In this calculation of lead sulfide, the gap between filled and empty levels is about half an electronvolt at its narrowest and about seven at the centre of the Brillouin zone. The thermal energy at room temperature is only about 0.025 eV, so carriers at equilibrium gather near the highest filled and lowest empty levels, which here lie where the gap is narrowest. Light of a few electronvolts also reaches other regions of the zone, and there the shape of the whole gap matters.

Kohn–Sham levels of PbS along a path of k points, computed with Ansatz 0.2.0 using scalar-relativistic DFT with the PBE functional, PAW, a 420 eV plane-wave cutoff, a 12×12×12 k mesh and Gaussian smearing of 0.02 eV, without spin polarization. Filled levels b1–b3 are numbered downwards and empty levels a1–a2 upwards from the Fermi level, which is placed at mid-gap.

```csv
row,band distance (1/Å),level b3 from the Fermi level (eV),level b2 from the Fermi level (eV),level b1 from the Fermi level (eV),level a1 from the Fermi level (eV),level a2 from the Fermi level (eV)
1,0.000,-2.196,-2.196,-2.195,4.880,4.880
2,0.448,-2.691,-2.691,-1.361,1.942,4.548
3,0.896,-4.663,-3.350,-3.348,3.871,4.833
4,1.195,-5.013,-3.512,-3.054,3.853,4.683
5,1.419,-4.681,-3.970,-1.728,2.713,4.136
6,1.674,-4.261,-4.210,-1.162,1.937,4.347
7,1.991,-3.155,-2.716,-1.095,1.256,2.858
8,2.308,-1.837,-1.834,-0.250,0.250,1.829
9,2.696,-2.008,-2.007,-1.142,1.764,2.732
10,3.084,-2.183,-2.183,-2.093,4.402,4.603
11,3.512,-2.439,-2.439,-1.344,2.506,4.571
12,3.960,-3.662,-3.193,-3.193,3.851,4.093
13,4.311,-5.066,-3.394,-3.382,3.816,5.217
14,4.470,-4.943,-3.242,-3.078,3.734,4.730
15,4.628,-4.679,-2.928,-2.539,3.111,3.863
16,5.024,-3.575,-1.895,-0.875,1.183,2.226
17,5.500,-2.363,-2.059,-1.787,3.511,3.918
18,5.812,-5.063,-3.430,-3.314,3.813,5.157
19,6.036,-4.819,-3.790,-2.209,3.363,4.026
20,6.260,-4.344,-4.341,-1.156,1.998,4.433
21,6.446,-4.750,-3.879,-1.962,3.029,4.078
22,6.671,-5.037,-3.465,-3.202,3.839,4.945
```

Here "gap" means the vertical difference between level a1, the lowest empty level, and level b1, the highest filled one, at the same wave vector $k$. The cell is rock salt to within a few hundredths of an ångström, with cubic edge $a = 2\times3.005 = 6.01$ Å. Each row therefore has a place in the cubic zone, and the components of $k$ along the cubic axes are given below in units of $2\pi/a$. The narrowest gap is in row 8, at $(\tfrac12,\tfrac12,\tfrac12)$, the point called L. The band distance in the table only measures length along a folded path, so the useful distance is the straight one from L.

**(a) Suppose the gap depends only on the distance $d$ from L. Build the model from the rows close to L and find the rows that break it.**

*Solution.* Close to L, take one filled and one empty level, separated by $E_0$ and coupled by an amount that grows in proportion to $d$. The separation of two coupled levels is then

$$E(d)=\sqrt{E_0^2+(g\,d)^2}.$$

Row 8 fixes $E_0 = 0.50$ eV. Rows 7 and 9 lie in different directions from L and give slopes $g$ of 7.25 and 7.38 eV Å, so the valley is nearly round. Their mean, 7.3 eV Å, completes the model.

Row 20 lies well outside the valley and had no part in setting these constants. At $d=0.739$ Å⁻¹ the coupling term is $7.31\times0.739=5.40$ eV, and the model gives $\sqrt{0.50^2+5.40^2}\approx5.4$ eV. The calculation gives 3.15 eV, so the model is too high by 2.3 eV.

Rows 2, 6, 11 and 16 also have gaps well below the model, by 1.6 to 2.2 eV, and row 5 falls short by 1.1 eV. Rows 3, 12 and 14 break it the other way, with gaps more than 1 eV above it. Distance alone clearly fails: among the rows between 0.72 and 0.78 Å⁻¹ from L, the gap runs from 3.15 to 7.04 eV.

Spin-orbit coupling, the main relativistic effect left out of the calculation, would split the empty lead states and narrow the gap at L by a few tenths of an electronvolt. That matters for the half-electronvolt gap itself, where leaving it out works against the tendency of PBE to make gaps too small. Its effect elsewhere in the zone was not computed, but breaks of about 2 eV are much larger than the shift expected at L.

**(b) Four of the five rows with the largest shortfalls, rows 2, 6, 16 and 20, have a component of $k$ at or near ½. Why should that keep the gap small, even far from L?**

*Solution.* The upper filled states of lead sulfide are mainly sulfur 3p and the lower empty ones, in much of the zone, mainly lead 6p. This is standard chemistry, which the level energies alone do not display. A sulfur p orbital pointing along $x$ meets a lead p orbital head-on at each side, at distances $+a/2$ and $-a/2$. The Bloch wave gives these two neighbours the phases $e^{ik_xa/2}$ and $e^{-ik_xa/2}$, so their joint coupling is proportional to $\cos(k_xa/2)$.

At the zone centre the two neighbours act together, and the coupling drives filled and empty levels far apart. When the component reaches ½, they act with opposite signs and cancel. In this simple picture, the orbitals along that axis then keep only the separation that comes from sulfur and lead being different atoms. A single halfway component is enough, so reduced gaps are expected over whole planes in the zone.

Let $c$ be the smallest of the three cosines, without its sign. The axis with the weakest coupling sets the gap:

$$E(c)=\sqrt{E_1^2+V^2c^2}.$$

Row 20 has one component exactly halfway and fixes $E_1=3.15$ eV. Row 1, at the zone centre, has $c=1$ and a gap of 7.08 eV, which fixes $V$. For row 2, which set neither constant, $c=0.22$ and the model gives 3.5 eV. The computed gap is 3.3 eV, whereas the valley model gave 5.5 eV. So close a match is partly luck. Row 2 lies a little short of halfway, and a further point of the same calculation, exactly halfway at $(\tfrac12,0,0)$, has a gap of 4.0 eV where the model expects its minimum of 3.15 eV. Part (c) suggests why.

Over the 17 rows that set the constants of neither model, the typical (root-mean-square) miss falls from 1.2 eV to 0.7 eV. Five of those rows, 3, 4, 13, 18 and 22, are no real test, because their lowest empty level is a different one. Further points of the same calculation show it coming down from 6.6 eV at the zone centre to 3.8 eV at $(1,0,0)$, where it lies below the lead p levels. The cosine model is still the better one with these rows left out. That supports the cosine argument, but the model is poor around L itself: it gives 3.15 eV for row 8, where the calculation gives 0.50 eV, and it is 2.1 eV too high in row 9. Neither of these rows is among the 17. The printed analysis after this text lists both models row by row.

**(c) What does the cosine model leave out at L, and why do rows 11 and 12 differ so much?**

*Solution.* At L all three components are halfway. The p orbitals along $x$, $y$ and $z$ then have equal energies, and even a modest coupling between them mixes them fully. If each pair is coupled by $v$, two equal levels move to $+v$ and $-v$, a splitting of $2v$. Three equal levels give one level moved by $2v$ and two moved the other way by $v$, a splitting of $3v$.

Row 16, near $(0.48,0.48,0)$, has two components almost halfway, so its splitting should be two thirds of that in row 8. For the filled levels this predicts 1.06 eV, and the table gives 1.02 eV. For the empty levels the prediction is 1.05 eV and the result 1.04 eV. Row 16 was not used to make either prediction.

The agreement supports the counting of orbitals, but it does not identify what couples them. For the filled levels the accepted agent is the lead 6s pair, which pushes the mixed sulfur state upwards. For the empty levels, direct coupling between lead atoms is a plausible agent that these numbers do not test. Spin-orbit coupling would alter the empty-level splittings in particular.

Mixing raises the filled edge and lowers the empty one, so the gap shrinks with each further halfway component. The splittings at L imply a step of $(1.586+1.579)/3\approx1.06$ eV. From row 20 to row 16 the gap does fall by about 1.1 eV, but the match is partly a cancellation. Mixing alone would move each edge by about 0.53 eV, whereas the filled edge rises by 0.281 eV and the empty one falls by 0.815 eV. From row 16 to row 8 the gap falls by 1.6 eV, and the estimate covers only about two thirds of that.

Rows 11 and 12 show a different omission. They lie at $(0,0,0.29)$ and $(0,0,0.71)$, equally far from L and equally far from halfway. Both models therefore give them the same gap, yet the computed gaps are 3.85 and 7.04 eV. What distinguishes the rows is the sign of the cosine, which is lost when $c$ is squared.

The sign matters because the head-on coupling is not the only one. A sulfur p orbital pointing along $z$ also lies side by side with the matching orbitals of its four lead neighbours along $x$ and $y$. On the line through rows 11 and 12 this sideways coupling is constant, and its sign is opposite to that of the head-on coupling at the zone centre. In row 11 the two therefore partly cancel. Past halfway the head-on part has changed sign, so in row 12 they add, and the filled and empty levels should be pushed further apart.

The table shows both movements. The single filled level drops by 2.3 eV between the two rows. It passes below a pair of other levels, so it is b1 in row 11 but b3 in row 12. The pair then forms the filled edge, which lies 1.849 eV lower than in row 11. The other 1.345 eV of the difference in gap is a rise of the lowest empty level. The same argument suggests why the gap at $(\tfrac12,0,0)$ is larger than the cosine model expects: the head-on part vanishes there, but the sideways part remains. If the two parts cancel, the smallest gap on that line should come before halfway, and among the computed points it does: 3.2 eV near $(0.36,0,0)$. That supports the argument without proving it. Coupling between sulfur atoms may add to the fall of the filled level, and the level energies do not separate the two.

Counting the components of $k$ near ½ sums up much of the table. Rows 2, 6 and 20 have one and gaps of a little over 3 eV, row 16 has two and a gap of 2.1 eV, and row 8 has all three and a gap of 0.50 eV. The count is only a first guide. Row 7 has one component at halfway but a gap of 2.35 eV, and rows 9 and 11 have none near it, yet their gaps are only 2.9 and 3.85 eV.

Numerical output:

```
Gap and two models:
  row  distance from L (1/A)  smallest cosine  gap (eV)  valley model (eV)  valley miss (eV)  cosine model (eV)  cosine miss (eV)
    1                 0.9054                1     7.075              6.641            -0.434              7.075                 0
    2                  0.743           0.2225     3.303              5.457             2.154              3.455            0.1515
    3                 0.8282            0.901     7.219              6.078            -1.141               6.52           -0.6994
    4                 0.8282            0.901     6.907              6.078           -0.8289               6.52           -0.3874
    5                 0.7542           0.4339     4.441              5.539             1.098              4.183           -0.2579
    6                 0.6336        6.123e-17     3.099              4.661             1.562              3.154             0.055
    7                 0.3168        6.123e-17     2.351              2.371           0.01961              3.154             0.803
    8                      0        6.123e-17       0.5                0.5                 0              3.154             2.654
    9                  0.388           0.6235     2.906              2.882          -0.02421              5.054             2.148
   10                  0.776           0.9749     6.495              5.698           -0.7969              6.933            0.4382
   11                 0.7724           0.6235      3.85              5.672             1.822              5.054             1.204
   12                 0.7724           0.6235     7.044              5.672            -1.372              5.054             -1.99
   13                 0.8628           0.9937     7.198              6.331           -0.8674              7.039           -0.1586
   14                  0.743            0.901     6.812              5.457            -1.355               6.52           -0.2924
   15                 0.6402           0.7071      5.65              4.709           -0.9408              5.477           -0.1726
   16                 0.5234          0.05607     2.058              3.861             1.803              3.174             1.116
   17                 0.7245           0.8752     5.298              5.323           0.02456              6.377             1.079
   18                 0.8644           0.9749     7.127              6.342           -0.7847              6.933           -0.1938
   19                 0.7724           0.6235     5.572              5.672           0.09991              5.054           -0.5184
   20                 0.7392        6.123e-17     3.154               5.43             2.276              3.154                 0
   21                 0.7625            0.532     4.991              5.599            0.6081              4.615           -0.3757
   22                 0.8457           0.9439     7.041              6.206           -0.8354              6.759           -0.2823
Valley slope from row 7 (eV A): 7.251
Valley slope from row 9 (eV A): 7.378
Rms miss of valley model, rows anchoring neither model (eV): 1.201
Rms miss of cosine model, same rows (eV): 0.7441
Smallest gap at 0.72 to 0.78 per A from L (eV): 3.154
Largest gap at 0.72 to 0.78 per A from L (eV): 7.044
Row 16 gap expected midway between rows 8 and 20 (eV): 1.827
Valence splitting at row 8 (eV): 1.586
Valence splitting at row 16, expected as two thirds (eV): 1.057
Valence splitting at row 16, computed (eV): 1.02
Conduction splitting at row 8 (eV): 1.579
Conduction splitting at row 16, expected as two thirds (eV): 1.053
Conduction splitting at row 16, computed (eV): 1.043
Gap of row 12 less gap of row 11 (eV): 3.194
Fall of the single valence level from row 11 to row 12 (eV): 2.318
```
